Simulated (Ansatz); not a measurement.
# Redistribution: C2HBrF2 + CHBr2Cl → C2HClF2 + CHBr3

Species: C2HBrF2 `F/C=C(\F)Br`, singlet; CHBr2Cl (chlorodibromomethane) `ClC(Br)Br`, singlet; C2HClF2 `F/C=C(\F)Cl`, singlet; CHBr3 (bromoform) `BrC(Br)Br`, singlet. The partners trade Br for Cl; both sit on C, so the bond types are kept.

Shapes, held fixed at every level: PBE0-D4/def2-TZVP. Programs: Ansatz 0.2.0. Electronic energies: no zero-point or thermal term.

**Question.** Estimate ΔE of this reaction.

**Answer.** The highest level, CCSD(T)/def2-TZVPP, gives ΔE = -3.4 kJ/mol; the levels span -3.4 to -2.7. That is about zero within the method's error. The column of differences is taken from that level and isn't an error. No measured value is set beside it here. Relativity is left out for Br. Outer-core shells of Br are correlated in most correlated rows, in sets that cover them unevenly. Times are processor times on shared x86 and Arm servers, and rough.

```tsv
level	kind	ΔE (kJ/mol)	less CCSD(T)/def2-TZVPP	CPU time (sum over the molecules)
HF/def2-TZVPP	Hartree–Fock	-3.1	+0.3	–
PBE-D4/def2-TZVPP	GGA	-2.8	+0.6	28 s
r2SCAN-D4/def2-TZVPP	meta-GGA	-2.8	+0.6	64 s
B3LYP-D4/def2-TZVPP	global hybrid	-3.0	+0.4	56 s
PBE0-D4/def2-TZVPP	global hybrid	-3.4	0.0	40 s
wB97X-V/def2-TZVPP	range-separated hybrid	-2.7	+0.7	96 s
CCSD/def2-TZVPP	coupled cluster or CI	-3.4	0.0	–
CCSD(T)/def2-TZVPP	coupled cluster or CI	-3.4	0.0	20 min
```

The exchange is close to thermoneutral, with a slight lean towards chlorine on the fluorinated vinyl carbon and bromine in bromoform. Because three C–Br bonds and one C–Cl bond are present on each side, the large intrinsic difference between the two bond strengths cancels, leaving only the effect of each halogen's surroundings. Hartree–Fock already gives -3.1 kJ/mol against -3.4 with CCSD(T), so the net contribution of electron correlation, dispersion included, is small.

The remaining preference probably reflects somewhat better overlap of the chlorine 3p lone pair with the C=C π system than bromine's more diffuse 4p lone pair can achieve, an interaction missing at the saturated carbon. Crowding among three bromines in bromoform should pull the other way, but the total energies don't separate these contributions.

The results support weak discrimination between the two carbon sites, not a strong driving force for redistribution. Nor does the negative ΔE establish that products predominate at equilibrium, since the higher rotational symmetry of bromoform statistically favours the reactants.
